# Ga₂N₂: what exact exchange does to a spin gap

## The problem

At room temperature the thermal energy is about 2.5 kJ/mol. A shift of 10 kJ/mol in an energy difference therefore changes an equilibrium ratio by a factor of roughly fifty. A setting of the calculation that moves a result by this much deserves as much attention as the result.

The example is Ga₂N₂, two gallium atoms bound to a nearly intact N₂ molecule. In the singlet all electrons are paired; in the triplet two have parallel spins. The spin gap is the energy of the triplet minus that of the singlet, each in its own structure. The column "exact exchange" gives the percentage of PBE exchange that has been replaced by exact exchange.

Spin gap of neutral Ga₂N₂ (triplet minus singlet, each in its own structure), computed with Ansatz 0.2.0 using PBE with the listed share of exact exchange and the def2-TZVP basis, without dispersion. The singlet is treated as closed-shell, in a structure optimised with PBE-D4/def2-SVP.

| exact exchange (%) | spin gap (kJ/mol) |
| --- | --- |
| 0 | -9.200 |
| 5 | -10.600 |
| 10 | -12.100 |
| 15 | -13.700 |
| 25 | -17.300 |
| 35 | -21.300 |
| 50 | -28.200 |

## Question 1. Which state is lower, and how much does the setting matter?

**Answer.** The gap is negative in all seven rows, so the triplet is always the lower state here. Its lead grows from 9.2 kJ/mol without exact exchange to 28.2 kJ/mol at 50 %, about three times as much. The setting decides the size of the gap but not its sign.

*Remark.* For a thermal population this is a large effect. A change of 19 kJ/mol alters the room-temperature ratio of the two states by a factor of more than a thousand, if only the electronic energy is counted.

## Question 2. What does the slope of the gap measure?

**Answer.** For a given set of orbitals, the energy of either state can be written as E = A + a·X. Here a is the share of exact exchange as a fraction, A is the pure PBE energy, and X is the exact exchange energy minus the PBE exchange energy. When a changes slightly, the orbitals adjust, but they already minimise the energy, so their adjustment has no first-order effect. The slope of E is therefore X, and the slope of the gap is X of the triplet minus X of the singlet.

The first two rows give −1.4 kJ/mol for a step of 0.05 in a, hence a difference in X of −28 kJ/mol. Replacing PBE exchange by exact exchange thus favours the triplet by this amount per full unit of a, as judged at the start of the series.

*Remark.* The change in the gap is a small remainder of two large changes. From 0 to 35 % the energy of each state falls by roughly 200 kJ/mol, while the gap changes by only 12.1 kJ/mol. Most of the exchange energy belongs to electrons that the two states have in common, and it cancels.

## Question 3. Predict the gap at 50 % from the first two rows alone. How good is the prediction?

**Answer.** The first step has a slope of −1.4/5 = −0.28 kJ/mol per %. If it stayed constant, the gap at 50 % would be −9.2 + 50 × (−0.28) = −23.2 kJ/mol. The computed value is −28.2 kJ/mol, so the estimate misses by 5.0 kJ/mol. It accounts for about three quarters of the total change.

*Remark.* The row at 50 % played no part in the estimate, so the comparison is a fair one. Rounding in the first two rows could shift the prediction by about 1 kJ/mol at most. The rest of the miss is real curvature, which a model with frozen orbitals leaves out.

## Question 4. Why does the gap fall faster as exact exchange increases?

**Answer.** Each fixed set of orbitals gives a straight line, E = A + a·X. As a grows, the calculation can move to orbitals that suit the new mixture better, and so to a lower line. The energy of each state must therefore bend downwards, provided that its structure is held fixed, as it is for the singlet here. The gap is the difference of two such curves, and theory alone does not say which way it bends.

The numbers decide the matter. Between the first step and the step from 25 to 35 %, the slope of the singlet energy steepens by 1.16 kJ/mol per %. That of the triplet, obtained by adding the gap, steepens by 1.28. If the triplet's structure was kept fixed as well, this means that the triplet gains more from the readjustment of its orbitals. Its lead grows faster and faster.

*Remark.* The mean slope of −0.38 kJ/mol per % describes the whole range but hides this behaviour. It overstates the sensitivity at the start and understates it at the end.

## Question 5. Why does exact exchange favour the triplet at all?

**Answer.** The table gives the sign but does not test a cause. A likely reason comes from the theory of the chemical bond. Two electrons that share a weak bond tend to avoid each other: when one is near one end, the other is more likely to be near the other end. This is called static, or left-right, correlation. A closed-shell singlet puts both electrons into the same orbital and does not describe this avoidance explicitly.

PBE exchange makes up for part of the defect. It treats exchange as a local affair around each electron, and this locality imitates some of the left-right avoidance. Exact exchange for a shared pair is spread over the whole bond and contains no such imitation. As its share grows, the singlet loses a compensation that PBE correlation does not restore.

The triplet probably depends less on this help. Its two unpaired electrons occupy different orbitals, and the Pauli principle keeps parallel spins from coming close to each other. Exact exchange describes that effect in full. Both electrons can still be near the same atom, however, so the triplet need not be free of the defect.

*Remark.* To guess the direction in a related case, ask which state relies more on electron pairs shared across weak bonds. That state tends to lose ground when exact exchange is increased.

## Question 6. Is this gap the cost of a spin flip?

**Answer.** Not of a spin flip alone, because the two states are also bound differently. The N–N distance is 1.17 Å in the singlet and 1.13 Å in the triplet, against roughly 1.1 Å in free N₂. A longer N–N bond is the usual sign of back-donation, in which the metal lends electrons to the antibonding π* orbitals of N₂. The singlet thus appears to have the stronger covalent link between gallium and nitrogen. In the triplet, by contrast, the two gallium atoms are about 0.4 Å closer together, which suggests a stronger bond between them.

The Ga–N link of the singlet fits the mechanism of Question 5. Back-donation is carried by electron pairs spread over gallium and nitrogen, just the kind of pair that PBE exchange tends to favour. The slope may therefore reflect a loss of covalency in the singlet as well as the change of spin. How much each contributes is untested.

*Remark.* A first test would compute both spin states in the same structure, first in that of the singlet and then in that of the triplet, for several shares of exact exchange. If the slope hardly changed, the difference in structure would matter little. If it shrank markedly, the structure would be part of the cause. Spin and bonding would still not be fully separated, because the flip moves an electron to another orbital even when the atoms stay in place.

## Question 7. Which digits can be trusted?

**Answer.** The tenths are useful for comparing rows. Rounding can change the slope of a 5 % step by up to 0.02 kJ/mol per %, as much as neighbouring slopes differ at the start of the series. The steepening from 0.28 to 0.46 kJ/mol per % over the whole range is far larger and is safe as a property of these calculations.

The tenths do not describe the real molecule. The singlet structure was optimised with PBE in the smaller def2-SVP basis and then kept. At 25 % exact exchange each nitrogen atom feels a force of about 2 eV/Å that would shorten the N–N bond. The change of basis may account for part of this force. Relaxation would lower the singlet, but the triplet might gain as well, so the net effect on the gap is open. Both structures also come from short searches, so a lower one of either spin may exist. Dispersion and spin-orbit coupling are left out of the gap.

A second reservation concerns the upper end of the series. The singlet was forced to keep its electrons in pairs. A stability test found this solution to be a minimum in the runs examined, which reach up to 35 %, but their output does not say whether the test allowed pairs to break. A singlet with partly unpaired electrons might therefore still lie lower. In that case the lead of the triplet, computed with the same functional and basis, would be smaller than the table shows. The risk grows with the share of exact exchange, because the closed-shell description then loses the help of PBE exchange. The triplet may not be the lowest state of its spin either, and a lower triplet would enlarge the lead.

*Remark.* Anyone who uses this gap further should carry a range that spans at least the values of the table, not one value with a decimal. The smoothness of the series shows that the calculations are consistent with one another, not which share of exact exchange is closest to nature. The printed output below contains the differences, slopes and distances used in these answers.

Numerical output:

```
Steps from the row above:
  row  gap kJ/mol  change kJ/mol  slope kJ/mol per %
    0        -9.2            n/a                 n/a
    5       -10.6           -1.4               -0.28
   10       -12.1           -1.5                -0.3
   15       -13.7           -1.6               -0.32
   25       -17.3           -3.6               -0.36
   35       -21.3             -4                -0.4
   50       -28.2           -6.9               -0.46
Change of gap from 0 to 25 % (kJ/mol): -8.1
Change of gap from 0 to 50 % (kJ/mol): -19
Gap at 50 % over gap at 0 % (ratio): 3.065
Mean slope from 0 to 50 % (kJ/mol per %): -0.38
Largest rounding error of a slope over a 5 % step (kJ/mol per %): 0.02
Triplet minus singlet of exact minus PBE exchange energy, mean over 0 to 5 % (kJ/mol): -28
Same quantity, mean over 35 to 50 % (kJ/mol): -46
Gap at 50 % if the first slope stayed constant (kJ/mol): -23.2
Computed gap at 50 % less that estimate (kJ/mol): -5
Largest rounding error of that estimate (kJ/mol): 0.95
Singlet energy change from 0 to 35 % (kJ/mol): -197.3
Triplet energy change from 0 to 35 % (kJ/mol): -209.4
Gap change as share of singlet energy change, 0 to 35 % (%): 6.132
Steepening of singlet slope, 0-5 to 25-35 % (kJ/mol per %): -1.158
Steepening of triplet slope, same steps (kJ/mol per %): -1.278
Singlet HOMO-LUMO gap at 0 % (eV): 0.5658
Singlet HOMO-LUMO gap at 35 % (eV): 2.734
N-N distance in singlet (Å): 1.167
N-N distance in triplet (Å): 1.135
Ga-Ga distance in singlet (Å): 3.069
Ga-Ga distance in triplet (Å): 2.691
Shortest Ga-N distance in singlet (Å): 2.189
Shortest Ga-N distance in triplet (Å): 2.285
Force on first N atom of singlet at 25 % (eV/Å): 2.2
```
